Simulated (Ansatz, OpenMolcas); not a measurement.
# A ladder of methods for CH6AlFSi (SMILES C[SiH2][AlH][F])

CH6AlFSi: 10 atoms, total charge 0, spin state singlet. As SMILES, `C[SiH2][AlH][F]`. The shape is that of a PBE0-D4/def2-TZVP optimisation. This is one conformer, not always the lowest.

Quantity: the vertical ionisation energy (to the doublet cation), in eV. The values are calculated.

```tsv
level	kind	program	value (eV)	CPU time (all runs)
HF/6-31G* (spherical functions)	Hartree–Fock	Ansatz	9.09	6.4 s
PBE/6-31G* (spherical functions)	GGA	Ansatz	9.21	19 s
BHLYP/6-31G* (spherical functions)	global hybrid	Ansatz	9.62	26 s
M06-2X/6-31G* (spherical functions)	hybrid meta-GGA	OpenMolcas	9.65	2 min
PBE0/6-31G* (spherical functions)	global hybrid	OpenMolcas	9.50	89 s
r2SCAN0/6-31G* (spherical functions)	hybrid meta-GGA	Ansatz	9.56	49 s
RPA@PBE0/6-31G* (spherical functions)	RPA	Ansatz	9.31	38 s
CCSD/6-31G* (spherical functions)	coupled cluster or CI	Ansatz	9.34	40 s
```

The values span 9.09 to 9.65 eV. CPU times are rough (shared hosts, several kinds of processor and program).

Hartree–Fock gives the lowest ionisation energy, 9.09 eV, and CCSD raises it to 9.34 eV. This is the expected direction: the neutral molecule has one more correlated electron pair than the cation, so neglecting correlation makes the electron too easy to remove. RPA, at 9.31 eV, nearly matches CCSD, while all four hybrids lie above both and PBE lies below. The value does not rise steadily with exact exchange, since Hartree–Fock falls below even PBE; the balance between exchange and correlation probably matters more than the exchange fraction alone.

The electron most likely leaves a σ orbital with large Si–Al character, because these electropositive atoms hold their bonding pair loosely, whereas the fluorine lone pairs lie deeper. Loss of such an electron should weaken the Si–Al bond, so the adiabatic ionisation energy would be lower than the vertical one. The closeness of RPA and CCSD does not establish either as accurate, because a small basis recovers only part of the differential correlation and a larger one would probably raise both values.
